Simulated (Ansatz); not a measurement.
Which functional gives which lattice for PbS?

Starting cell:

Space group Fm-3m (No. 225). a = 5.930 Å, b = 5.930 Å, c = 5.930 Å, α = 90.00°, β = 90.00°, γ = 90.00°
```tsv
atom	site	symmetry	x	y	z
Pb	4b	m-3m	0.5000	0.0000	0.0000
S	4a	m-3m	0.0000	0.0000	0.0000
```

Ansatz, plane waves and PAW, scalar-relativistic (no spin–orbit coupling), 8×8×8 k-mesh. No spin polarisation. In the setting of the table the starting cell (space group Fm-3m) has 4.193 × 4.193 × 4.193 Å, angles 60.0 / 60.0 / 60.0°. Each functional was followed to zero pressure by scaling the cell, shape and atoms held, then fitted over four more volumes within ±4 % of it.

What cell, stiffness and gap does each give?


```
     functional  V0 (Å³/atom)                                                 cell  B0 (GPa)  B′ from the pressures  gap on the mesh  cutoff (eV)
revPBE + D3(BJ)         25.90  4.184 × 4.184 × 4.184 Å, angles 60.0 / 60.0 / 60.0°        57                    4.4          0.40 eV          420
        mr2SCAN         26.66  4.225 × 4.225 × 4.225 Å, angles 60.0 / 60.0 / 60.0°        58                    4.3          0.69 eV          500
         revPBE         27.84  4.287 × 4.287 × 4.287 Å, angles 60.0 / 60.0 / 60.0°        49                    4.4          0.65 eV          420
           BLYP         28.89  4.341 × 4.341 × 4.341 Å, angles 60.0 / 60.0 / 60.0°        46                    4.4          0.78 eV          420
```

The volumes span 11.5 %, from revPBE + D3(BJ) to BLYP. The stiffness doesn't follow the volume steadily: stiffest mr2SCAN (58 GPa at 26.66 Å³/atom), softest BLYP (46 GPa at 28.89 Å³/atom), yet mr2SCAN is stiffer than revPBE + D3(BJ) in a larger cell (58 against 57 GPa). Adding D3(BJ) to revPBE pulls the cell in by 7.0 %. Of 5 runs of this kind 1 is left out: 1 is in doubt (a loose fit, a gap or moment that comes and goes along the fit, no cell at zero pressure, a state that may not be the lowest or a known fault).

Caveats: gaps at these levels are rough, and mostly too small.

Points behind the fit for mr2SCAN:

```tsv
V (Å³/atom)	E − Emin (meV/atom)	P (GPa)
25.590	8.25	2.58
26.123	1.98	1.22
26.656	0.00	0.00
27.190	1.87	-1.10
27.723	7.20	-2.09
```

revPBE and BLYP expand the PbS lattice well beyond its measured size, while mr2SCAN and revPBE + D3(BJ) stay close to it. The overexpansion probably reflects exchange that is too repulsive where the closed shells of neighbouring ions overlap, with missing dispersion between the polarisable ions adding to it.

The two revPBE rows also isolate the effect of volume on the gap. D3(BJ) adds energy and forces but leaves the Kohn–Sham potential untouched, so the drop from 0.65 to 0.40 eV comes entirely from the smaller cell. This is the usual behaviour of lead chalcogenides: compression strengthens the antibonding Pb 6s–S 3p interaction, which raises the valence-band edge. mr2SCAN breaks the volume trend, with a wider gap than revPBE in a smaller cell, so the functional itself matters too.

Except for revPBE + D3(BJ), the gaps exceed the measured one, probably because spin–orbit coupling, which lowers the Pb 6p conduction edge, is absent. The closer value with D3(BJ) therefore doesn't indicate a better electronic description.
